## Question

The table describes the radical (HO)₃Si–O• by its bond critical points. Such a point lies on the line of highest density between two bonded atoms, where the density is lowest along the line and highest across it. Atom 2 is silicon, atoms 1, 3, 4 and 5 are oxygen, and atoms 6 to 8 are hydrogen. Oxygen 1 carries no hydrogen.

QTAIM bond critical points of the neutral doublet radical (HO)₃SiO, from a gas-phase PBE0/def2-TZVP single point with PySCF 2.14.0 at the GFN2-xTB geometry of one conformer. Atoms are numbered from 1.

```csv
row,density (a.u.),first atom,second atom,laplacian (a.u.),ellipticity,energy density (a.u.)
1,0.361,4.000,7.000,-2.528,0.003,-0.702
2,0.361,5.000,8.000,-2.526,0.003,-0.701
3,0.361,3.000,6.000,-2.514,0.005,-0.698
4,0.165,1.000,2.000,1.083,0.101,-0.066
5,0.151,2.000,5.000,0.944,0.115,-0.057
6,0.150,2.000,4.000,0.926,0.098,-0.056
7,0.130,2.000,3.000,0.725,0.089,-0.048
```

The density is the electron density at the point. The Laplacian is the sum of its three curvatures there, one along the bond and two across it. The ellipticity tells by what fraction the larger across curvature exceeds the smaller one. The energy density is the sum of a kinetic part, which is positive, and a potential part, which is negative.

The same calculation also gives one of the across curvatures. With the ellipticity this fixes the other, and what remains of the Laplacian is the curvature along the bond:

| row | bond | length (Å) | point to H or Si (Å) | along (a.u.) | across, sum of two (a.u.) |
|---|---|---|---|---|---|
| 1 | O4–H | 0.953 | 0.180 | 1.22 | −3.74 |
| 2 | O5–H | 0.953 | 0.178 | 1.22 | −3.74 |
| 3 | O3–H | 0.956 | 0.178 | 1.20 | −3.71 |
| 4 | Si–O1 | 1.583 | 0.652 | 1.74 | −0.66 |
| 5 | Si–O5 | 1.612 | 0.670 | 1.54 | −0.59 |
| 6 | Si–O4 | 1.617 | 0.669 | 1.51 | −0.58 |
| 7 | Si–O3 | 1.676 | 0.683 | 1.20 | −0.47 |

(a) A negative Laplacian can be read as a sign of a shared bond and a positive one as a sign of a closed-shell contact. Why does the sign change between O–H and Si–O, and is Si–O then a closed-shell contact?

(b) Among the Si–O bonds, why does the Laplacian become more positive as the density rises?

(c) Rows 4 and 7 stand apart from the two ordinary Si–OH bonds. What is irregular about them, and what could be the cause?

## Model answer

### (a) The sign is decided across the bond

Compare rows 1 and 7. Their curvatures along the bond are practically equal, so the change of sign cannot come from there. The across part differs about eightfold: −3.74 in the O–H bond against −0.47 in the Si–O bond. In O–H the density is squeezed so tightly around the bond line that the across part outweighs the along part. In Si–O it is not.

The reason lies in what stands at the less electronegative end. A proton has no core electrons, so it can sink into the valence density of oxygen. Oxygen draws most of the shared density to its own side, and the critical point ends up only 0.18 Å from the proton. Silicon keeps a core of ten electrons, which holds the oxygen at a distance. The critical point then lies where the outer edge of that core meets the density of the oxygen, at 0.65 to 0.68 Å from the silicon nucleus.

A simple model shows why nearness to a nucleus matters. Treat the density as the sum of two spherical atoms, A and B, whose densities fall off with distance.

1. Along the bond the two slopes must cancel at the critical point. Both therefore have the same size, *s*.
2. A small step sideways lengthens the distance to each nucleus, and does so more strongly the nearer the nucleus is. A spherical density with slope −*s* at distance *r* has the sideways curvature −*s*/*r*.
3. Adding the two atoms gives, for each of the two sideways directions, −*s*(1/*r*_A + 1/*r*_B).

The bracket depends only on where the point lies. For rows 1 and 4 it is

O–H: 1/0.180 + 1/(0.953 − 0.180) = 5.56 + 1.29 = 6.85 Å⁻¹

Si–O: 1/0.652 + 1/(1.583 − 0.652) = 1.53 + 1.07 = 2.6 Å⁻¹

Position alone should thus make the across curvature of O–H larger by 6.85/2.6, or about 2.6 times. The calculated ratio is 3.74/0.66, or about 5.7. The model gets the direction right and explains a good part of the effect, most of it through the proton term. The rest has to come from a steeper slope *s*, which is natural where the density itself is more than twice as high, and from the fact that bonded atoms are not spheres.

The positive Laplacian doesn't make Si–O a closed-shell contact. Its energy density is negative in all four rows, so the potential part outweighs the kinetic part, which is a sign of shared electrons. The Mayer bond orders, which count shared electron pairs, lie between 1.1 and 1.3. Si–O is a polar bond with real sharing, whose critical point happens to lie at the edge of a core.

### (b) Two opposing curvatures grow together

When an oxygen moves closer to silicon, the outer parts of both atoms overlap more, and the density where they meet rises. Because these outer parts fall off steeply, a small change of length has a large effect. From row 4 to row 7 the bond is 5.9 % longer and the density 21 % lower.

The curvatures follow the density. From row 7 to row 4 the along part grows by a factor of 1.74/1.20 = 1.45 and the across part by 0.66/0.47 = 1.4. The two have opposite signs, but the positive one is more than twice as large in every Si–O bond. If both grow by about the same factor, their sum grows too, and it keeps the sign of the larger one.

This is why the shortest Si–O bond has the most positive Laplacian. The number marks a steeper valley between the two atoms, not a weaker bond. The density, the energy density and the Mayer order all put row 4 first and row 7 last.

### (c) The irregular thing is the length

Row 7 has a low density, but no lower than its length demands. From row 4 to row 6 the density falls by about 4.5 % for each per cent of length, and from row 6 to row 7 by about 4.0 %. Row 7 continues the course of the others. What has to be explained is why this bond is long, not why its density is low.

The structure offers a clue. The angle between Si–O1 and Si–O3 is only 91°, far below that of a tetrahedron, and the two oxygens are 2.32 Å apart. The unpaired electron is not confined to oxygen 1 either: a Hirshfeld analysis puts 0.78 of it there and 0.18 on oxygen 3. This would fit a two-centre three-electron contact, in which a lone pair of one oxygen leans towards the half-filled orbital of the other. The table has no bond critical point between the two oxygens, however, so this analysis doesn't count the contact as a bond.

Such a contact could lengthen Si–O3, because the lone pair that leans towards oxygen 1 has less to give to silicon. That is a plausible cause and not an established one. Only one conformer was calculated, and its bond lengths come from a tight-binding method. Both such methods and common density functionals tend to spread an unpaired electron over too many atoms. The narrow angle and the long bond may therefore be exaggerated. A new optimisation with a correlated wavefunction method would settle how much of the irregularity remains.

Row 4 is the opposite case, the shortest Si–O bond. Its oxygen has no proton that competes for its electrons, so it may give more to the bond to silicon. The table doesn't test this cause, and the short length comes from the same tight-binding geometry as the long one, so it needs the same check. It is no reason to draw a double bond: the Mayer order of 1.31 is only slightly above that of the ordinary Si–OH bonds, and the ellipticity lies between theirs.

## Remarks on the reasoning

**A sum should be taken apart before its sign is explained.** One could try to answer (a) by saying that Si–O has a positive Laplacian because the density is depleted between the atoms. But the density has a minimum along the line in O–H as well, and in row 7 that minimum is no sharper than in O–H. Only the separate curvatures show that the difference arises sideways.

**Density compares like with like.** Within the Si–O bonds it ranks the bonds in the same order as length and Mayer order. Between the two kinds of bond it fails as a measure of bond order: O–H has more than twice the density of Si–O, yet a lower Mayer order, about 0.87. The density at a point depends on how close the nuclei are and on whether a core stands in the way, not only on how many electrons are shared.

**Spin by itself doesn't weaken a bond.** It is tempting to blame the long Si–O3 bond simply on the spin that oxygen 3 carries. But oxygen 1 carries over four times as much and has the shortest bond to silicon. The O–H bond of oxygen 3 in row 3 has the same density as the other two. If the spin matters for row 7, what counts is which orbital it sits in and how that orbital shapes the geometry, not its amount alone.

**Small differences deserve no story.** Rows 5 and 6 differ by 0.005 Å in length and by about 1 % in density. With tight-binding bond lengths, either could come first. They are best read as two examples of the same ordinary Si–OH bond, against which rows 4 and 7 stand out.

**The model of two spheres has a limit.** It estimates only the across part. The curvature along the bond changes from bond to bond as well, so both parts must be known before the sign of a Laplacian can be told.
